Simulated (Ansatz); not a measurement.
## Ligand exchange: In(CH3)2F + C2H2FI → In(CH3)2I + C2H2F2

Gas-phase species: In(CH3)2F, singlet; C2H2FI `F/C=C/I`, singlet; In(CH3)2I, singlet; C2H2F2 (1,2-difluoroethene) `F/C=C/F`, singlet. The partners trade F for I: In–F and C–I bonds give way to In–I and C–F.

Shapes, held fixed at every level: PBE0-D4/def2-TZVP. Programs: Ansatz 0.2.0. The zero-point and thermal change to 298 K, harmonic and unscaled (PBE0-D4/def2-TZVP), is +3.5 kJ/mol.

```
                level                   kind  ΔH(298 K) (kJ/mol)  less CCSD(T)/def2-TZVPP
        HF/def2-TZVPP           Hartree–Fock               -61.7                    -32.7
     SPW92/def2-TZVPP                    LDA               -39.4                    -10.4
  B3LYP-D4/def2-TZVPP          global hybrid               -31.5                     -2.5
  BHLYP-D4/def2-TZVPP          global hybrid               -45.8                    -16.8
r2SCAN0-D4/def2-TZVPP          global hybrid               -42.8                    -13.8
     CCSD(T)/def2-SVP  coupled cluster or CI               -52.0                    -23.0
        CCSD/def2-SVP  coupled cluster or CI               -54.6                    -25.6
   CCSD(T)/def2-TZVPP  coupled cluster or CI               -29.0                      0.0
```

The highest level, CCSD(T)/def2-TZVPP, gives ΔH(298 K) = -29.0 kJ/mol; the levels span -61.7 to -29.0. The column of differences is taken from that level and isn't an error. No measured value is set beside it here. For atoms past krypton def2 sets carry core potentials with scalar relativity. Outer-core shells of I, In are correlated, in sets that cover them unevenly.

Exchange of F for I is exothermic at every level, so fluorine favours carbon and iodine favours indium in this pair. Both centres bind fluorine more strongly than iodine, so the sign reflects which loses more on taking iodine. Carbon's compact valence orbitals overlap well with F 2p but poorly with the diffuse I 5p, whereas indium's larger 5s and 5p orbitals tolerate iodine better. The strong, polar In–F bond offsets much of the gain from forming C–F, which leaves a modest balance between large bond energies.

That balance is sensitive to correlation and basis. In the same basis, Hartree–Fock gives -61.7 kJ/mol against -29.0 with CCSD(T), so correlation favours the reactants. Enlarging the basis weakens the CCSD(T) exothermicity far more than adding triples does in the small set, probably because the small set describes the electron-rich fluorine in In–F poorly. The direction is therefore better supported than the magnitude, and B3LYP-D4's closeness to the highest level may be partly fortuitous.
